Pulling one hydrogen atom off a nitrogen of diaminosilylene, Si(NH₂)₂, turns a molecule with all its electrons paired into two fragments with one unpaired electron each. One electron pair is lost, and with it the energy the two electrons gained by avoiding each other. A calculation of this N–H bond energy can therefore go wrong in two ways: the method may describe that avoidance poorly, or the basis may be too small to let a good method describe it.

N–H bond energy of Si(NH₂)₂, computed with afq 1 (own AFQMC program) and Ansatz 0.2.0 in def2-TZVP except in rows marked CBS, with frozen cores, RHF for the molecule and UHF for the fragments. Geometries are relaxed with PBE0/def2-SVP, and zero-point energy is left out. The best estimate is the CCSD(T) basis limit plus a step to released AFQMC. That limit is as a rule a focal-point estimate: Hartree-Fock and MP2 correlation are extrapolated from triple and quadruple zeta (def2-TZVPP and def2-QZVPP), and the difference CCSD(T) less MP2 is taken from triple zeta alone.

```
         level  this level less the best estimate at the basis limit (meV)  statistical noise, one standard error (meV)
            HF                                                           ?                                            ?
           MP2                                                           ?                                            ?
          CCSD                                                           ?                                            ?
       CCSD(T)                                                      -131.0                                        0.000
 ph-AFQMC/CISD                                                      -115.0                                       12.000
released AFQMC                                                      -135.0                                       21.000
        HF/CBS                                                      -704.0                                        0.000
       MP2/CBS                                                       185.0                                        0.000
   CCSD(T)/CBS                                                         4.0                                        0.000
           PBE                                                      -354.0                                        0.000
        r2SCAN                                                      -344.0                                        0.000
          PBE0                                                      -196.0                                        0.000
         B3LYP                                                      -167.0                                        0.000
       wB97M-V                                                        75.0                                        0.000
        B2PLYP                                                      -172.0                                        0.000
```

The errors are relative to the best estimate of the bond energy, 4.667 eV, and a negative error means a bond that is too weak. The best estimate is itself computed, with frozen cores, so these are not errors against experiment. Rows marked CBS are estimates of the basis limit, for CCSD(T) as a rule the focal-point estimate just described; the other wavefunction and AFQMC rows use the smaller basis def2-TZVP.

**(a) CCSD(T) appears twice, with very different errors. Is the method or the basis at fault, and what do HF and MP2 add at the basis limit?**

*Solution.* The basis is at fault. CCSD(T) underbinds by 131 meV in the small basis and lies within 4 meV of the best estimate at the limit. That last agreement is built in, because the best estimate is the CCSD(T) limit plus a small step to released AFQMC, and the step is well inside the statistical noise of about 21 meV. The 4 meV therefore don't measure how good the limit itself is. As a rule only its Hartree-Fock and MP2 parts are extrapolated, while the rest comes from triple zeta and keeps whatever basis error it has there. For the same reason the error of released AFQMC in the small basis equals the CCSD(T) basis shift by construction and is no independent check. Phaseless AFQMC shows a similar deficit; its noise, which leaves out a constraint bias of some meV, is too large to separate it clearly from either. Its closeness to released AFQMC is partly a matter of selection, because a released result was admitted as the reference only if the two agreed within 25 to 40 meV.

The reason lies in what happens when two electrons meet. The exact wavefunction has a cusp there, which smooth orbital products reproduce only slowly as the basis grows. The molecule has one pair more than the fragments together, so a small basis costs it more correlation energy and the bond comes out too weak.

At the limit the basis should no longer matter, and the methods show their own faults. HF, which has no correlation between electrons of opposite spin, underbinds by 704 meV. MP2 puts correlation in but overshoots by 185 meV. Nearly all of that is the gap between MP2 and CCSD(T), which as a rule is taken from triple zeta and not extrapolated.

**(b) Predict the errors of HF, MP2 and CCSD in def2-TZVP.**

*Solution.* Consider two limiting cases. A method without a cusp to describe should hardly notice the change of basis, while a fully correlated method should suffer the whole shift seen for CCSD(T). Call that shift $\Delta$, the small-basis error less the error at the limit:

$$\Delta = -131 - 4 = -135\ \text{meV}.$$

HF belongs to the first case, so its error should stay at $-704 \pm 40$ meV, between $-744$ and $-664$. If basis error were instead the same for every method, HF would fall to about $-839$ meV, which makes this row a real test of the picture.

MP2 belongs to the second case. Its error at the limit plus the full shift gives

$$185 + (-135) = 50\ \text{meV},$$

with a bar of 40 meV, so between 10 and 90 meV. This is a weaker test than the one for HF. If the CCSD(T) limit was made in the usual way, $\Delta$ already contains MP2's own basis shift, and the forecast can miss only by as much as the gap between the two methods changes from def2-TZVP to the fuller triple-zeta basis def2-TZVPP.

CCSD differs from CCSD(T) by the triples, the correlated motion of three electrons at once. Triples normally strengthen a bond, but a radical with Si–N multiple bonding or a spin-contaminated starting determinant may gain as much from them as the molecule does. The forecast is therefore the CCSD(T) value itself, $-131 \pm 60$ meV, or $-191$ to $-71$ meV, with no claim about the sign of the triples step. All three bars are judgements, not statistical errors.

**(c) Compare the forecasts with the computed values. Which levels are near the best estimate for a good reason, and where does PBE fail?**

The withheld rows as computed:

```
level  this level less the best estimate at the basis limit (meV)  statistical noise, one standard error (meV)
   HF                                                      -715.0                                        0.000
  MP2                                                        13.0                                        0.000
 CCSD                                                       -77.0                                        0.000
```

*Solution.* All three values fall inside their ranges, HF comfortably and the other two near the edge. HF moves by only 11 meV between the small basis and the limit, and the assumption of equal basis error misses it by 124 meV. The numbers thus show that the basis error of this bond energy sits almost entirely in the correlation energy. That the cusp slows the convergence is standard theory, which the table supports but doesn't prove. Part of the error may also come from the hydrogen atoms, to which def2-TZVP gives only one set of p functions each, few for describing the electron pair of an N–H bond.

The MP2 forecast was 37 meV too high because the gap between MP2 and CCSD(T) is that much wider at the estimated limit than in def2-TZVP. If the limit was made in the usual way, all of this widening arises between def2-TZVP and def2-TZVPP; beyond that, the two methods share one basis shift by construction. A likely reason for the widening is that MP2 treats each electron pair as if the others were uncorrelated. Coupled cluster lets the pairs influence one another, and this usually offsets part of the basis error. An MP2 basis correction added to CCSD(T) in def2-TZVP would overshoot the best estimate by 41 meV. The best estimate as a rule contains a correction of the same kind, started from def2-TZVPP, so it may itself lie somewhat too high.

The computed MP2 error of 13 meV looks excellent, but it is a cancellation. The method overbinds by 185 meV, the small basis takes away 172 meV, and little is left. A larger basis would make the MP2 result worse, whereas CCSD(T) moves towards the best estimate, which is built on its estimated limit. Closeness to the best estimate in one basis is therefore no proof of a good method.

CCSD came out 54 meV above its forecast, so here the triples weaken the bond. A lone hydrogen atom has no correlation energy, so the triples must lower the radical more than the molecule. Spin contamination of the radical could explain this, and also why MP2 overbinds: from a poor starting determinant, MP2 and CCSD leave the radical too high in energy, and the triples repair part of the damage. Stronger Si–N multiple bonding in the radical could act in the same direction. Neither cause is tested here, and since the program picks the determinant for coupled cluster by trial, a poor choice for the radical isn't excluded either. CCSD, too, looks better than CCSD(T) in the small basis only because leaving out the triples offsets part of the basis error.

PBE makes the bond too weak by 354 meV, about 8% of its strength, and r2SCAN is hardly better. The small HF shift suggests that the basis accounts for little of this, since PBE also works with orbitals and a density and has no cusp to build. It is only a rough guide, but it points to the functional itself. The known suspect is delocalisation error: in PBE an electron partly repels itself, which favours spreading out the unpaired electron and makes the radical too stable.

Exact exchange counters that self-repulsion, and PBE0, which mixes some in, recovers 158 meV of the PBE error. This fits the explanation without proving it. B2PLYP fits it badly: it has far more exact exchange than PBE0 but comes only 24 meV closer, though its MP2 part also suffers from the small basis. HF marks the opposite limit, with exact exchange in full but no correlation functional, and it underbinds far more than PBE. Exact exchange alone is therefore no cure. Of the functionals listed, wB97M-V comes closest, with an overbinding of 75 meV, but a single bond is too little to rank them, and all were run without a dispersion term.

In models of silicon nitride deposition, where Si–N–H species of this kind can occur as intermediates, PBE would make the loss of this hydrogen atom look about 0.35 eV too cheap. The forecasts used no fitted constant and none of the three withheld values, though the one for MP2 as a rule leans on MP2's own extrapolation through the CCSD(T) limit. The output below lists them with their misses.

Numerical output:

```
CCSD(T) basis shift, def2-TZVP less limit, meV: -135
HF forecast error, meV (bar 40): -704
HF computed error, meV: -715
HF miss, forecast less computed, meV: 11
HF rival forecast with full basis shift, meV: -839
HF rival miss, forecast less computed, meV: -124
MP2 forecast error, meV (bar 40): 50
MP2 computed error, meV: 13
MP2 miss, forecast less computed, meV: 37
CCSD forecast error, meV (bar 60): -131
CCSD computed error, meV: -77
CCSD miss, forecast less computed, meV: -54
HF basis shift, def2-TZVP less limit, meV: -11
MP2 basis shift, def2-TZVP less limit, meV: -172
correlation part of MP2 basis shift, meV: -161
correlation part of CCSD(T) basis shift, meV: -124
triples step, CCSD(T) less CCSD in def2-TZVP, meV: -54
MP2 less CCSD(T) in def2-TZVP, meV: 144
MP2 less CCSD(T) at the limit, meV: 181
error of small-basis CCSD(T) after MP2 basis correction, meV: 41
correlation part of bond energy, CCSD(T) less HF at the limit, meV: 708
correlation part of bond energy, MP2 less HF at the limit, meV: 889
HF bond energy at the limit, percent of best estimate: 84.92
PBE bond energy, eV: 4.313
PBE error, percent of best estimate: -7.585
PBE0 less PBE, meV: 158
phaseless less released AFQMC, meV: 20
combined noise of these two, meV: 24.19
```
